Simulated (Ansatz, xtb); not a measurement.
## C3H8BrClSi: which of two isomers lies lower

We compare X, `ClCCC[SiH2]Br`, a singlet, with Y, `CCC[Si@H](Cl)Br`, a singlet. Both are isolated molecules in the gas phase, relaxed with r2SCAN-D4/def2-SVP, each in the lowest conformer that the search found.

Quicker runs give these differences E(Y) − E(X): GFN2-xTB −111.6 kJ/mol; HF/STO-3G −160.2 kJ/mol (at GFN2-xTB geometries); r2SCAN-D4/def2-SVP//GFN2-xTB −154.5 kJ/mol.

Q: Estimate E(Y) − E(X) at the level CCSD(T)/def2-SVP + ΔMP2/def2-TZVPP.

A: Calculated at CCSD(T)/def2-SVP + ΔMP2/def2-TZVPP: E(Y) − E(X) = −156.2 kJ/mol, so structure Y lies lower.

The same difference at several levels:

```tsv
level	geometry	E(Y) − E(X) (kJ/mol)	departure from the last row (kJ/mol)	job, with rough time for the two
GFN2-xTB	GFN2-xTB	−111.6	+44.6	optimisation, 0.28 s
HF/STO-3G	GFN2-xTB	−160.2	−4.0	single point, 0.52 s
r2SCAN-D4/def2-SVP//GFN2-xTB	GFN2-xTB	−154.5	+1.7	single point, 5.5 s
r2SCAN-D4/def2-SVP	r2SCAN-D4/def2-SVP	−156.3	−0.1	optimisation, 56 s
HF/def2-SVP	r2SCAN-D4/def2-SVP	−163.4	−7.2	part of the CCSD(T) run
MP2/def2-SVP	r2SCAN-D4/def2-SVP	−158.5	−2.3	part of the CCSD(T) run
CCSD(T)/def2-SVP	r2SCAN-D4/def2-SVP	−152.6	+3.6	single point
CCSD(T)/def2-SVP + ΔMP2/def2-TZVPP	r2SCAN-D4/def2-SVP	−156.2		single point, 1.7 min
```

As drawn, Y has 1 Cl–Si, 1 C–H in place of 1 C–Cl, 1 Si–H.

None of the levels shown reverses the order. The largest departure from CCSD(T)/def2-SVP + ΔMP2/def2-TZVPP is that of GFN2-xTB, 44.6 kJ/mol. The last row adds to CCSD(T) the change of the MP2 difference between the two basis sets, here −3.6 kJ/mol.

With thermal terms from frequencies at re-optimised GFN2-xTB minima (ideal gas, soft modes damped towards free rotors, one conformer each, 298.15 K, 1 atm): on the last row, ΔE + ΔZPE = −149.1, ΔH = −147.6, ΔG = −151.7 kJ/mol.

The correlated steps freeze 22 core orbitals; the filled d shell of Br is correlated, in a basis made for valence electrons. Mirror images aren't counted in ΔG. Codes used: Ansatz 0.2.0, xtb 6.7.1; the last row on 4 threads of Arm Neoverse V1 on a shared host.

Y lies well below X because chlorine has moved from carbon to silicon while hydrogen has gone the other way. Both halves of this exchange favour Y: Si–Cl is much stronger than C–Cl, and C–H is stronger than Si–H. The larger share probably comes from the Si–Cl bond, whose strength owes much to the electronegativity difference and perhaps something to donation from chlorine lone pairs into σ* orbitals at silicon.

Hartree–Fock already gives the full preference, and correlation trims it only modestly, as expected when the number of bonds of each broad type is conserved. The closeness of HF/STO-3G to the final value is therefore probably a cancellation of errors, since a minimal basis describes polar Si–Cl bonds poorly. Zero-point energy narrows the gap to −149.1 kJ/mol, consistent with a C–H oscillator being stiffer than the Si–H one it replaces. The preference is thermodynamic and says nothing about how readily X would convert to Y, which requires breaking strong σ bonds.
